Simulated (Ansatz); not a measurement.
Level of theory: Ansatz, DFT PBE, scalar-relativistic, plane waves, PAW. All cells share a 420 eV cutoff and Γ-centred k meshes spaced at most about 0.3 Å⁻¹ (about 0.25 or finer for metals, 2π included). No spin polarisation in the final relaxations.

Temperature and zero-point effects are left out.

Two forms of Ge4Pd were relaxed alike.

A.

```
Ge Pd
1.0
     4.61419    0.00000    0.00000
    -2.30710    3.99601    0.00000
     0.00000    0.00000    5.43866
Ge Pd
4 1
Direct
  0.33333 0.66667 0.50000
  0.66667 0.33333 0.50000
  0.33333 0.66667 0.00000
  0.66667 0.33333 0.00000
  0.00000 0.00000 0.50000
```

B.

```
Ge Pd
1.0
    -2.97756    2.97756    2.97756
     2.97756   -2.97756    2.97756
     2.97756    2.97756   -2.97756
Ge Pd
4 1
Direct
  0.50000 0.50000 0.50000
  0.00000 0.00000 0.50000
  0.00000 0.50000 0.00000
  0.50000 0.00000 0.00000
  0.00000 0.00000 0.00000
```

Problem. Which is lower in energy, and by how much?

Solution. A is lower, by 119 meV/atom. A has space group P6/mmm (No. 191), 20.1 Å³/atom and no gap on its mesh; B has space group Im-3m (No. 229), 21.1 Å³/atom and no gap. Counting Ge atoms around Pd (those within 1.25 times the shortest such distance or 1.15 times the sum of covalent radii), A has Pd 6 and B has Pd 8. The denser one is the lower, and pressure would at first widen the difference. Even the lower one lies +0.13 eV/atom against the reference forms of the elements (uncorrected), so neither is stable at this level. Both come from invented guesses. A third cell relaxed alike, in P4/mmm, lies 113 meV/atom below the lower of the two.

Cells relaxed within their symmetry can be saddle points.

The preference for A probably comes from the germanium framework rather than from Pd–Ge contacts. B gives Pd more Ge neighbours, 8 against 6, and slightly shorter Pd–Ge distances, yet it lies higher. Its Ge atoms form a simple cubic net with contacts stretched well beyond a normal single bond, whereas A stacks honeycomb layers with clearly shorter Ge–Ge distances both within and between the layers. In so germanium-rich a composition, weakened Ge–Ge covalency is hard to repay through the few Pd atoms. Even A, however, forces Ge away from the directional tetrahedral bonding of the element, which helps explain its positive formation energy.

The P4/mmm cell removes most of that penalty but still comes out slightly above the elements, so the order of A and B says little about the ground state at this composition. The elements are also a lenient reference: PdGe is a known, exothermic compound, and decomposition into PdGe and germanium should be more favourable still.
